Q: I squeezed and stretched cubic BaRuO₃ evenly in all directions. I added no electrons, yet the magnet gets stronger as the crystal grows.

Cubic perovskite BaRuO3 (Pm-3m, 5 atoms per cell), relaxed and then scaled evenly in volume, computed with Ansatz 0.2.0: r2SCAN, plane-wave PAW, scalar-relativistic, collinear spin, 500 eV cutoff, 10×10×10 k mesh, Gaussian smearing of 0.1 eV. Energies count from the minimum of a third-order Birch-Murnaghan fit; the moment is the largest on any one atom.

```
volume per atom (Å³/atom)  energy over minimum (meV/atom)  pressure (GPa)  largest moment (μB)
                   12.217                            27.2           11.93                 1.10
                   12.607                             6.8            5.35                 1.17
                   12.997                            -0.2            0.01                 1.28
                   13.387                             6.0           -4.95                 1.30
                   13.777                            23.1           -8.43                 1.45
```

A: Keep the sizes in mind first. A volume increase of about 13 % across the scan lengthens the Ru–O bond by only 0.08 Å, but raises the moment of the whole cell by about 20 %. The energy at stake is some 20 to 30 meV per atom at either end. Only the middle volume was relaxed; the others are single calculations on the scaled cell. That does no harm, because cubic symmetry fixes the place of every atom. Small changes of bond length matter here because the magnetic electrons sit in bands made from Ru–O overlap.

Q: Why should overlap decide the moment?

A: Take the two extremes. A Ru(IV) ion without neighbours has four 4d electrons that follow Hund's rule with all spins parallel, which gives 4 μB. Push the atoms of a crystal very close together, and the bands become so wide that keeping spins parallel costs more than it gains, and the moment vanishes. Our crystal lies between these limits, so stretching should move it towards the larger moment.

Q: What is being paid, and what is gained?

A: To raise the moment, an electron must leave a minority-spin level and enter an empty majority-spin level higher up. That costs band energy, but more parallel spins also bring a gain in exchange energy. The moment grows until one further transfer would cost more than it gains. A longer Ru–O bond means less overlap and narrower bands, so the same levels span a smaller range of energy. The climb is then shorter for the same number of electrons, and the balance settles at a larger moment. This is the standard picture of a metallic magnet, and the direction of the trend agrees with it, but the outputs don't prove it. The entropy term of the smearing, which follows the density of levels right at the Fermi energy, goes up and down along the scan instead of rising steadily. It also matters how far up the next empty majority levels lie.

Q: Could the Ru simply be changing its charge?

A: The first stretch, from 12.217 to 12.607 Å³ per atom, argues against that. The same calculation puts 0.034 more majority electrons in Ru 4d and 0.042 fewer minority electrons. The spins are redistributed while the 4d total hardly moves. That total is about 6.3 rather than 4, because the Ru–O bonding states count partly as Ru 4d; "Ru(IV)" is a formal count, not a measured charge.

Q: I learned that low-spin Ru(IV) has 2 μB. The table shows 1.28 μB near equilibrium. Is it below the low-spin value?

A: No, because the column "largest moment" covers only the Ru site. At that volume the whole cell carries 2.25 μB. The three O atoms hold 0.58 μB of it, parallel to Ru. The remaining 0.4 μB or so lies almost wholly outside the regions assigned to atoms. Oxygen is magnetic because the bands at the Fermi energy are Ru–O mixtures. Compare the cell moment, not the site moment, with an ionic electron count.

Q: Then it is above 2 μB. How can a low-spin ion exceed its own limit?

A: It can't, so the ionic label has become too strict. In an octahedron of oxygen the 4d levels split into three lower ones, t2g, and two upper ones, eg. Low spin puts three electrons up and one down in t2g, hence 2 μB. In the solid, 23 majority bands are enough to hold everything up to and including t2g. The cell has 0.02 majority electrons beyond that number at the smallest volume and 0.22 at the largest.

Q: And those go into eg?

A: That is the likely place, though it is an inference from the level order. The eg bands point straight at the oxygen atoms and are antibonding, so a longer bond lowers them relative to t2g. Their lower edge can then take up a little majority-spin charge. The crystal is taking its first small steps from the low-spin value of 2 μB towards the free-ion value of 4 μB. Because it is a metal, it can do so in fractions of an electron.

Q: The steps are uneven, though. From 12.997 to 13.387 Å³ per atom the Ru moment rises by only 0.02 μB, and in the next step by 0.15 μB. Does a band edge open there?

A: First ask how finely this calculation can resolve a moment. It samples the electron waves at 10 × 10 × 10 = 1000 points. Cubic symmetry ties each point to its equivalents, at most 47 others, and they change occupation together. If one band at a full set of 48 points loses its minority electrons and another gains them as majority electrons, 48/1000 = 0.048 electrons change spin. Each counts twice, once as a loss and once as a gain, so the cell moment jumps by 2 × 0.048 ≈ 0.1 μB. Most sets are smaller and give smaller jumps.

Q: How does that compare with the irregularity?

A: The cell moment rises by 0.10 μB per step on average. The nearly flat step falls short of this by 0.09 μB, and the last step exceeds it by 0.08 μB. Both departures are about the size of one jump by a full set, or of a few smaller ones. Smearing the occupations softens the jumps, so the estimate gives a scale rather than an error bar. A real band edge or a switch to another magnetic solution could also produce the pattern, and a denser mesh would be the first test. The overall rise of 0.41 μB is about four of the largest jumps, and I would trust its direction much more than its rhythm.

Q: Why is squeezing dearer than stretching? I find 27.2 meV per atom at one end and 23.1 at the other.

A: Overlap again, but now of filled shells. Their repulsion climbs ever more steeply as atoms approach, so the crystal stiffens when squeezed and softens when stretched. The pressure shows it too: it changes by 6.6 GPa in the first step and by 5.0 GPa in the third. The last step, only 3.5 GPa, is smaller than this steady softening suggests. It coincides with the largest step of the moment, so it may share the same irregularity. The energy of −0.2 meV near equilibrium has no such meaning. Energies are counted from the minimum of a smooth fitted curve, and that curve misses the computed point slightly.

Q: What could I carry over to a real sample?

A: The sign of the response, and its size only as a first guess: averaged over the whole scan, each GPa of compression takes about 0.02 μB off the calculated cell moment. A single step is too close to the grain of the mesh to give a better figure. Be more careful with the moment itself. The r2SCAN functional tends to exaggerate moments in metals, and the cell moment starts only just above 2 μB, so the volume at which it passes that mark may well shift. With one Ru per cell, all Ru moments are forced to be parallel, and an alternating order might lie lower. Even within this cell, lower states were searched for only lightly and the stability of the solutions was not checked. The cubic form is also a high-pressure phase, so a sample made at ambient pressure would have a different structure, in which some of the octahedra share faces.
